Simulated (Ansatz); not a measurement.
# Pressure and energy of a 160-atom amorphous carbon cell between 10 % compression and 6 % expansion, PBE

Amorphous carbon coatings and electrodes often carry built-in stress, and a film under too much of it cracks or peels from its substrate. To turn a misfit in volume into a stress we need the stiffness of the network, and we need to know how far it can be strained before its atoms rearrange and the response stops being elastic. We follow one cell of 160 atoms, relaxed from a snapshot of a melt, as its volume is scaled evenly and its atoms are relaxed again with PBE. Pressure is positive under compression. Energy is given per atom and measured from the relaxed cell. The values are for 0 K and for a single sample of the glass.

## Systems and settings

One cell of 160 atoms, C in reduced formula. Start: 160 atoms (160 C) placed at random at 1.8 g/cm³, melted at 5500 K for 10 ps at fixed volume with the LCBOP (Los and Fasolino, Phys. Rev. B 68, 024107 (2003)). Snapshot at the end of a hold of 5 ps at 4800 K and fixed volume. Cell and atoms were then relaxed in DFT. From that cell the volume was scaled evenly and the atoms were relaxed again at each fixed cell. Ansatz 0.2.0: Kohn-Sham DFT with PBE, PAW potentials, plane waves to 420 eV, k-points Γ alone, no spin polarisation, no spin-orbit coupling. Occupations: Fermi-Dirac smearing of 0.05 eV. The cutoff and the k-mesh are held, so the number of plane waves changes with the volume.

- volume change (%): change of the cell's volume from the relaxed cell, all three axes scaled alike.
- volume (Å³/atom): volume per atom.
- pressure (GPa): pressure, a third of the trace of the stress, positive under compression, without a kinetic term.
- energy (meV/atom): free energy per atom less that of the relaxed cell.

Input lines of one member:

```
kpoints:
  mp_grid: { grid: [1, 1, 1] }
hamiltonian:
  xc: pbe
scf:
  occupations: { method: fermi_dirac, width: 0.05 }
relax:
  f_tol: 0.05
  max_steps: 70
```

Command (options for logging and memory left out): `ansatz run input.yaml --threads 4 --backend cpu`

## Data

| member | volume change (%) | volume (Å³/atom) | pressure (GPa) | energy (meV/atom) |
| --- | --- | --- | --- | --- |
| −10 % | −10 | 8.7715 | 12.080 | 16.151 |
| −6 % | −6 | 9.1613 | 7.790 | 11.606 |
| −3 % | −3 | 9.4537 | ? | ? |
| relaxed cell | 0 | 9.7461 | 0.007 | 0.000 |
| +3 % | 3 | 10.0385 | −4.267 | 3.919 |
| +6 % | 6 | 10.3309 | −6.181 | 8.025 |

Cells marked ? are withheld until the estimate has been made.

Least-squares fits to the members shown, with x = volume change (%); R² in the fitted variables, residuals in the unit of y:

| y | members | fit | R² | rms residual | leave-one-out rms | standard deviation of y |
| --- | --- | --- | --- | --- | --- | --- |
| pressure (GPa) | 5 | y = −0.05621 − 1.155 x + 0.008970 x² | 0.99 | 0.52 | 1.9 | 7.8 |
| energy (meV/atom) | 5 | y = 2.747 − 0.08669 x + 0.1401 x² | 0.87 | 2.1 | 6.8 | 6.3 (fit no better than the mean) |

## Reading the trend

Pressure falls at every step from the smallest volume shown to the largest, but not at an even rate. From the relaxed cell to +3 % it changes by (−4.267 − 0.007) / 3 = −1.425 GPa per percent of volume, which corresponds to a bulk modulus of roughly 140 GPa. From +3 % to +6 % the slope is only (−6.181 + 4.267) / 3 = −0.638 GPa per percent.

The energies show why. On a single elastic curve, the energy gained in a step equals the work done against the pressure, which is close to the mean pressure times the change in volume, with 1 GPa Å³ = 6.242 meV. From the relaxed cell to +3 % this gives (4.267 − 0.007) / 2 × (10.0385 − 9.7461) × 6.242 = 3.89 meV/atom, and the table has 3.919. That step is elastic. From +3 % to +6 % the work is (4.267 + 6.181) / 2 × (10.3309 − 10.0385) × 6.242 = 9.53 meV/atom, while the energy rises by only 8.025 − 3.919 = 4.106.

The largest shortfall is on the compressed side. Between −6 % and −10 % the work is (7.790 + 12.080) / 2 × (9.1613 − 8.7715) × 6.242 = 24.2 meV/atom, against a rise of 16.151 − 11.606 = 4.545. The missing energy was released when the network dropped into another, lower minimum during relaxation. This agrees with the atomic displacements: at −10 %, −6 % and +6 % some atoms moved by a good part of a bond length or more. Under compression, threefold atoms may have gained a fourth neighbour, and under tension strained bonds may have opened, though neighbour counts are not shown in the table.

For a film this means that the initial stiffness overstates the stress at large strain, because rearrangement relieves part of it. A network changed in this way need not return to its old volume when the load is removed. The pressure at −10 % is also only the mean of a stress that differs between the axes and has shear parts.

## Blind estimate

Plain estimates from the members shown:

- −3 %, fit at x = −3: 3.490 GPa
- −3 %, straight-line interpolation between −6 % and relaxed cell: w = (−3 − (−6)) / (0 − (−6)) = 0.500, so 7.790 + 0.500 × (0.007 − 7.790) = 3.898 GPa

The straight line between −6 % and the relaxed cell gives 3.898 GPa, but its far end belongs to a network that has already rearranged. The quadratic fit, at 3.490 GPa, leans on all three rearranged cells. At −3 % we expect the atoms to stay near their sites, as they did at +3 %, so we take the elastic slope between the relaxed cell and +3 % and continue it to the compressed side: 0.007 + 3 × 1.425 = 4.28 GPa.

Tried on −6 %, the same route gives 0.007 + 6 × 1.425 = 8.56 GPa against 7.790 in the table, too high by 0.77. Half the strain would carry about half of that miss, 0.38 GPa.

An error of the opposite sign comes from ordinary stiffening under compression. To second order it makes the pressure at −3 % exceed the tension at +3 % by B(1 + B′)x², where B is the bulk modulus, B′ its pressure derivative and x the fractional volume change. With B′ roughly 4, as in many solids, this is 140 × 5 × 0.03² = 0.6 GPa. An open carbon network can also soften as it buckles, which would cancel some of this, so we apply no shift. The root mean square of 0.38 and 0.6 is 0.5 GPa, which we take as the error.

**Committed estimate, −3 %: pressure = 4.3 ± 0.5 GPa.**

## How the estimate fared

| member | volume change (%) | volume (Å³/atom) | pressure (GPa) | energy (meV/atom) |
| --- | --- | --- | --- | --- |
| −3 % | −3 | 9.4537 | 4.612 | 4.157 |

| member | estimate | pressure (GPa) | computed | estimate − computed | miss in error bars |
| --- | --- | --- | --- | --- | --- |
| −3 % | committed | 4.300 | 4.612 | −0.312 | 0.6 |
| −3 % | fit | 3.490 | 4.612 | −1.122 |  |
| −3 % | interpolation | 3.898 | 4.612 | −0.714 |  |

The estimate of 4.3 ± 0.5 GPa lies 0.312 GPa below the computed 4.612 GPa, inside its error bar. It came closer than the straight-line interpolation, which was 0.714 GPa too low, and the quadratic fit, 1.122 GPa too low.

Continuing the elastic slope through the relaxed cell was sound. The work from there to −3 % is (4.612 + 0.007) / 2 × (9.7461 − 9.4537) × 6.242 = 4.22 meV/atom, close to the 4.157 in the table, so this step is elastic too.

Our trial on −6 % misled us about the sign of the error. The route was too high there, and we allowed for half that miss at −3 %, where it proved too low. The miss at −6 % came from rearrangement, which need not shrink in proportion to the strain. The stiffening that we left out had the right sign but about half the expected size: 4.612 − 4.267 − 2 × 0.007 = 0.33 GPa, against 0.6. A difference this small may also carry some error from the loosely converged stresses.

## Residuals

Least-squares fits to the whole series, with x = volume change (%); R² in the fitted variables, residuals in the unit of y:

| y | members | fit | R² | rms residual | leave-one-out rms | standard deviation of y |
| --- | --- | --- | --- | --- | --- | --- |
| pressure (GPa) | 6 | y = 0.3108 − 1.194 x + 0.001223 x² | 0.99 | 0.60 | 1.8 | 7.1 |
| energy (meV/atom) | 6 | y = 2.711 − 0.08281 x + 0.1409 x² | 0.88 | 1.9 | 5.8 | 5.9 (fit hardly better than the mean) |

Largest departures from the fit to the whole series:

| member | pressure (GPa) | fit | computed − fit | in rms residuals |
| --- | --- | --- | --- | --- |
| +3 % | −4.267 | −3.260 | −1.007 | 1.7 |
| −3 % | 4.612 | 3.904 | +0.708 | 1.2 |
| +6 % | −6.181 | −6.809 | +0.628 | 1.0 |
| relaxed cell | 0.007 | 0.311 | −0.304 | 0.5 |

The largest departures from the pressure fit are at +3 % (−1.007 GPa) and −3 % (+0.708 GPa), yet these are the two strained cells that behave elastically. The slope between them is (4.612 + 4.267) / 6 = 1.480 GPa per percent, while the fit, drawn through rearranged cells as well, has only 1.194 at zero strain. It therefore gives too little tension on one side and too little pressure on the other.

At +6 % the departure is +0.628 GPa, meaning less tension than the fit gives. Rearrangement that relieves the stretched network has this sign. Continuing the slope from the relaxed cell to +3 % would give 0.007 − 6 × 1.425 = −8.54 GPa, against −6.181 in the table.

The −10 % cell stands out in energy. Scaling the elastic energy at −3 % with the square of the strain gives 4.157 × (10 / 3)² = 46.2 meV/atom, and the table has 16.151. The difference of 30 meV/atom amounts to 160 × 0.030 = 4.8 eV for the cell, far more than ordinary elastic softening would explain, but within reach of a change in bonding.

## Conclusions and limits

For this sample, the cells within 3 % of the relaxed volume follow one elastic curve with a bulk modulus of about 100 × 1.480 = 148 GPa. At 6 % on either side the network had rearranged, so its elastic limit lies somewhere between 3 and 6 %. An even pressure of 1 GPa then shrinks the volume by 1 / 1.480 = 0.68 %, or 0.68 / 3 = 0.23 % in each length. A film held only in its plane also needs a Poisson ratio to turn misfit into stress.

Inside that range we would expect to estimate a new volume to a few tenths of a GPa. At −6 %, −10 % and +6 %, continuing the elastic slope of the same side overstates the size of the pressure by 1.4 to 3.3 GPa.

We expect no omitted effect to exceed the 7.1 GPa spread of the pressures. Zero-point motion would add a positive pressure of perhaps one or two GPa, which would enlarge the relaxed cell by about a percent but change the stiffness much less.

[Logs are printed without paths, hosts, clocks, repeated set-up lines and the standing remarks that a program may print on its own settings, such as how far it seeks lower states.]

[On method and selection: Runs that did not converge, have known faults or may not be shown are not listed, and runs on Ansatz's PAW sets soft_1 and soft_2 are kept to separate tables. Series whose pressures fit the equation of state badly weren't written up.]
